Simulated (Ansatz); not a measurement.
Si2 (disilicon): the energy, rung by rung

Si2: 2 atoms, total charge 0, spin state triplet. SMILES: `[Si]=[Si]`. The coordinates come from a GFN2-xTB relaxation.

```xyz
2

Si    0.0000    0.0000    0.0000
Si    0.0000    0.0000    2.1742
```

Each level gives the energy change with the Si1–Si2 bond stretched from 2.174 to 5.435 Å (eV). The values are calculated.

```tsv
level	kind	program	value (eV)	CPU time (all runs)
UHF/3-21G	Hartree–Fock	Ansatz	1.17	2.5 s
UBHLYP/3-21G	global hybrid	Ansatz	2.37	53 s
UCAM-B3LYP/3-21G	range-separated hybrid	Ansatz	2.51	57 s
UMP2/3-21G	perturbation theory	Ansatz	2.03	4.5 s
UBCCD(T)/3-21G	coupled cluster or CI	Ansatz	2.16	6.1 s
UCCSD(T)/3-21G	coupled cluster or CI	Ansatz	2.14	5.2 s
```

The first shape isn't each level's own minimum. The values span 1.17 to 2.51 eV. Spin contamination of the reference (⟨S²⟩ at least 0.1 too high) touches UHF/3-21G, UBHLYP/3-21G, UCAM-B3LYP/3-21G, UMP2/3-21G, UBCCD(T)/3-21G, UCCSD(T)/3-21G. The coupled-cluster rows rest on a doubtful reference here (large T1 or Brueckner and Hartree–Fock orbitals at odds), and rows may lie in different states. All rows use very small basis sets, so none should be taken for the real molecule's value. Times are those of the runs behind each value, whatever else they computed, on shared processors of several kinds: orders of magnitude only.

Stretching the bond costs energy at every level, but Hartree–Fock gives only 1.17 eV, while the correlated wavefunction methods lie between 2.03 and 2.16 eV and the two hybrids higher still. The likely main reason is electron correlation: the valence electrons share a compact region in the molecule and lose much of their mutual correlation energy as the atoms separate, a loss that Hartree–Fock leaves out.

Even the largest value falls well short of the known bond energy of disilicon. The probable cause is the absence of d functions on silicon in 3-21G, which are needed both to polarise the density into the bond and to describe angular correlation.

Disilicon is also a demanding case because its σ and π valence levels lie close together, giving two low-lying triplets with different occupations. The near agreement of the two coupled-cluster values therefore shows little sensitivity to the choice of orbitals, but doesn't establish that a single configuration describes the whole stretch.
